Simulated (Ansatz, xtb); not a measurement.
# A family of molecules: the atomisation energy (no zero-point term)

One atom is swapped for its congeners: SiH3F `F[SiH3]`; SiH3Cl `[SiH3]Cl`; SiH3Br `[SiH3]Br`; SiH3I `[SiH3]I`. All are singlets with charge 0.

Shapes, held fixed at every level: PBE0-D4/def2-TZVP. Programs: Ansatz 0.2.0, xtb 6.7.1. Values in eV.

| level | SiH3F | SiH3Cl | SiH3Br | SiH3I |
| --- | --- | --- | --- | --- |
| GFN0-xTB | 18.45 | 18.53 | 17.54 | 17.77 |
| HF/def2-TZVPP | 12.79 | 11.46 | 10.91 | 10.26 |
| BHLYP-D4/def2-TZVPP | 16.18 | 14.52 | 13.94 | 13.28 |
| PBE0-D4/def2-TZVPP | 16.09 | 14.46 | 13.88 | 13.23 |
| r2SCAN0-D4/def2-TZVPP | 16.21 | 14.60 | 14.03 | 13.34 |
| wB97X-V/def2-TZVPP | 16.58 | 14.83 | 14.20 | 13.52 |
| CCSD(T)/def2-TZVPP | 16.18 | 14.36 | 13.80 | 13.13 |

At CCSD(T)/def2-TZVPP the atomisation energy falls at every step, from 16.18 to 13.13 eV. 6 of 7 levels show this order throughout; 6 agree on the largest and the smallest. For atoms past krypton def2 sets carry core potentials with scalar relativity. Relativity is left out for Br unless named. Correlated rows may include outer-core shells of Br, I, which these sets cover unevenly. GFN0-xTB strays far from the other rows. xTB rows lack spin polarisation. Spin-orbit coupling, which grows down the group, is left out (summed over each molecule's free atoms 0.04, 0.06, 0.17, 0.33 eV).

The atomisation energy falls from fluoride to iodide in every row except GFN0-xTB, which puts the chloride above the fluoride and the iodide above the bromide. Since all four molecules share three Si–H bonds, the trend mainly reflects the Si–X bond. Fluorine's compact 2p shell and high electronegativity give a short, strongly polar bond with a large electrostatic contribution. Down the group the valence p orbitals grow more diffuse, overlap with silicon weakens and bond polarity declines. The sharpest drop comes between fluorine and chlorine, where the halogen's size changes most abruptly.

Hartree–Fock keeps the order but underbinds every molecule, because pairing electrons in bonds brings correlation energy that the separated atoms lack. Its shortfall against CCSD(T) is largest for the fluoride, so it understates fluorine's advantage. Spin-orbit stabilisation of the free atoms would lower the iodide most, reinforcing the order. The totals support a ranking of overall binding, but they are not individual Si–X dissociation energies, which would also require the energy of the silyl radical.
